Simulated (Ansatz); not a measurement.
# k-mesh convergence of ε∞ in zinc-blende AlN (LDA, linear response, mesh lengths 12 to 49 Å)

We calculate the electronic dielectric constant $\varepsilon_\infty$ of zinc-blende AlN on seven Γ-centred k meshes at one fixed cell, and measure each value against 4.540 from the 20×20×20 mesh. The question is how fast the error falls, from which side, and which mesh brings it under 1 %. Every resolved error is a shortfall, so $\varepsilon_\infty$ rises towards its converged value. The error falls exponentially, and 8×8×8 is the first tabled mesh within 1 %.

No row breaks this pattern. The one that stands out is 4×4×4, which is about 5 % too low, has a slightly smaller direct gap than the rest, and drew a warning that the mesh is too coarse for the field response. We therefore test whether the finer meshes account for it.

## Set-up

One crystal, AlN (zinc-blende) (from the Materials Project, whose computed structures hold known and hypothetical phases; not the structure at ambient conditions), relaxed once; then the k mesh alone was changed at fixed cell. The structures stem from cells from the Materials Project (structure alone), directly or through a relaxation at another level; cell and atoms were relaxed at zero pressure once, on the 12×12×12 mesh, for all rows, inside the symmetry of the start, with no thermal or zero-point expansion. Program: Ansatz 0.2.0, plane waves, LDA, the program's earlier default PAW potentials, scalar-relativistic without spin-orbit coupling, no spin polarisation. Wave-function cutoff 420 eV (the default for the potentials of each cell); on the k meshes (Γ-centred) the least product of divisions and cell-vector length runs from 12 to 61 Å, relaxations included. Residual pressures at rest stay under 0.01 GPa. Occupations: fixed. Harmonic modes at natural masses come from linear response (density functional perturbation theory), with the acoustic sum rule imposed. ε∞ comes from the response to a homogeneous electric field. Times are rough, from shared x86 server processors. The tabled runs alone: cutoff 420 eV, k length 12 to 49 Å. Warnings of the programs on runs behind the rows: field response mesh resolution (k 4×4×4, k 6×6×6).

Notes on method and selection:

- In a crystal with a gap, sums over a regular mesh converge exponentially, more slowly the smaller the direct gap; from which side depends on how the field is represented on the mesh.
- The densest mesh need not be converged, which bends the last points down.
- Runs that did not converge, have known faults or may not be shown are not listed, and runs on Ansatz's PAW sets soft_1 and soft_2 are kept to separate tables.

Columns:

- k-mesh length (Å): k-mesh length, the least over the axes of divisions times cell-vector length.
- direct gap (eV): least direct Kohn-Sham gap on the mesh.
- shortfall of ε∞: shortfall of ε∞ against its value 4.540 on the densest mesh run (20×20×20).
- ε∞: electronic dielectric constant ε∞, a third of the trace.
- highest mode (cm⁻¹): highest zone-centre mode, no LO-TO term.
- cost (core-s): processor time, shared machines, rough.

## Table of results

| member | k-mesh length (Å) | direct gap (eV) | shortfall of ε∞ | ε∞ | highest mode (cm⁻¹) | cost (core-s) |
| --- | --- | --- | --- | --- | --- | --- |
| k 4×4×4 | 12.3 | 4.37 | 0.2346 | 4.305 | 665.39 | 1.1 |
| k 6×6×6 | 18.4 | 4.39 | 0.0494 | 4.490 | 665.05 | 1.7 |
| k 8×8×8 | 24.6 | 4.39 | 0.0105 | 4.529 | 665.00 | 2.8 |
| k 10×10×10 | 30.7 | 4.39 | 0.0023 | 4.537 | 664.98 | 4.9 |
| k 12×12×12 | 36.8 | 4.39 | 0.0005 | 4.539 | 664.97 | 7.7 |
| k 14×14×14 | 43.0 | 4.39 | 0.0001 | 4.539 | 664.98 | 12 |
| k 16×16×16 | 49.1 | 4.39 | 0.0000 | 4.540 | 664.98 | 16 |

## The trend and its physics

From 6×6×6 onwards the shortfall $\delta$ follows

$$\delta(L) = 0.0494\,\exp\left[-(L-18.4)/4.0\right],$$

with $L$ the mesh length in Å. The prefactor is the 6×6×6 shortfall, and the decay length of 4.0 Å comes from the fall to 0.0023 at 30.7 Å. The formula reproduces the finer rows to the printed digits.

A power law would give the same reduction for every doubling of $L$. Instead, the shortfall drops by 0.2346 / 0.0105 = 22 between 12.3 and 24.6 Å, and by about 100 between 18.4 and 36.8 Å.

The exponential form is what theory expects for a crystal with a gap. The quantity summed over the zone is then a smooth periodic function of k, and a regular mesh misses only its rapidly varying Fourier components, which die off exponentially with $L$. A smaller direct gap makes the function sharper and the decay slower. Here the gap stays at 4.39 eV from 6×6×6 onwards, so one decay length serves those rows.

The sign has a different origin. Plain sampling of a response that peaks at Γ, on a mesh that contains Γ, would tend to give too large an $\varepsilon_\infty$. The shortfall therefore points to the way the electric field is represented on the mesh.

The 1 % limit is 0.01 × 4.540 = 0.045. The 6×6×6 mesh just misses it, at 1.1 %, while 8×8×8 is at 0.23 %.

By the formula, the 4×4×4 shortfall is exp[(18.4 − 12.3) / 4.0] = 4.6 times that of 6×6×6, or 0.0494 × 4.6 = 0.227, hence $\varepsilon_\infty$ = 4.540 − 0.227 = 4.313. The calculated value is 4.305.

## Exceptions

The highest zone-centre mode is far less sensitive to the mesh than $\varepsilon_\infty$. On 4×4×4 it lies 665.39 − 664.98 = 0.41 cm⁻¹ above the 16×16×16 value, or 0.06 %. This mode carries no LO-TO term, so the poorly resolved field response does not enter it. From 10×10×10 onwards it moves by only 0.01 cm⁻¹, which has no physical meaning.

The 6×6×6 run drew the same warning as 4×4×4, yet its error is only about a fifth as large.

## Cost against accuracy

Going from 4×4×4 to 8×8×8 raises the cost from 1.1 to 2.8 core-seconds and cuts the shortfall from 0.2346 to 0.0105. That is the useful part of the series for a 1 % target. The 16×16×16 mesh takes 16 core-seconds, nearly six times as much as 8×8×8, to remove a remaining error of only 0.23 %.

If $\varepsilon_\infty$ is wanted to 0.1 %, 10×10×10 is enough, with a shortfall of 0.0023 (0.05 %) for 4.9 core-seconds. For a two-atom cell all these costs are trivial, but the choice of mesh matters once the same k spacing is carried over to larger cells or to many structures.

## Suspects and checks

The 4×4×4 shortfall of 0.2346 exceeds the value expected from the finer meshes by only 0.008, about 3 % of itself. The row is inaccurate but regular, and three suspects can be weighed.

- **Field representation.** It has the right sign. The continued exponential accounts for nearly the whole shortfall, which shows that this row shares the mesh error of the finer ones, but does not by itself separate the field representation from plain sampling. The small excess may come from faster-decaying terms that matter only on the coarsest mesh.
- **Charge density from too few k points.** The direct gap is 0.02 eV smaller than on the other meshes. If all transitions shifted by that amount and $\varepsilon_\infty - 1$ varied as the inverse square of the gap, $\varepsilon_\infty$ would rise by about 2 × 0.02 / 4.39 × 3.54 = 0.03, with 4.540 − 1 = 3.54. This has the wrong sign to explain a shortfall.
- **Geometry.** All rows share one cell, so it contributes nothing.

Three checks would test this reading. The first two should cost one or two core-seconds each, and the third about 9.

1. A Γ-centred 5×5×5 mesh has a length of 12.3 × 5 / 4 = 15.4 Å, for which the formula gives a shortfall of about 0.10. A value near this would show that odd and even meshes share one curve. A clearly different value would mean that the X and L points of the zone boundary, which only even meshes contain, matter in their own right.
2. A 4×4×4 mesh shifted by half a step along each axis cancels the leading plain sampling error in this face-centred lattice, because half of the twelve equivalent leading Fourier terms change sign. If the shortfall nearly vanished, sampling would be the main cause. If most of it stayed, the field representation would be.
3. The field response can be computed on 4×4×4 with the potential held at that of the 12×12×12 run. An unchanged shortfall would clear the density. A shortfall larger by about 0.03 would confirm the small opposing effect estimated above, and a much smaller one would make the density the main cause after all.

## Conclusions

Between 12 and 49 Å, the k-mesh error of $\varepsilon_\infty$ in this crystal is a shortfall that shrinks by a factor of 4 to 5 for every two divisions added per axis, until it reaches the printed precision. The decay length belongs to this gap and this treatment of the field. A crystal with a smaller direct gap will generally need a longer mesh.

A converged mesh does not make the value accurate against experiment. LDA usually puts $\varepsilon_\infty$ of semiconductors too high, and no denser mesh removes that error. Where there is such an excess, the shortfall of a coarse mesh can partly cancel it and make the result look better than it is.
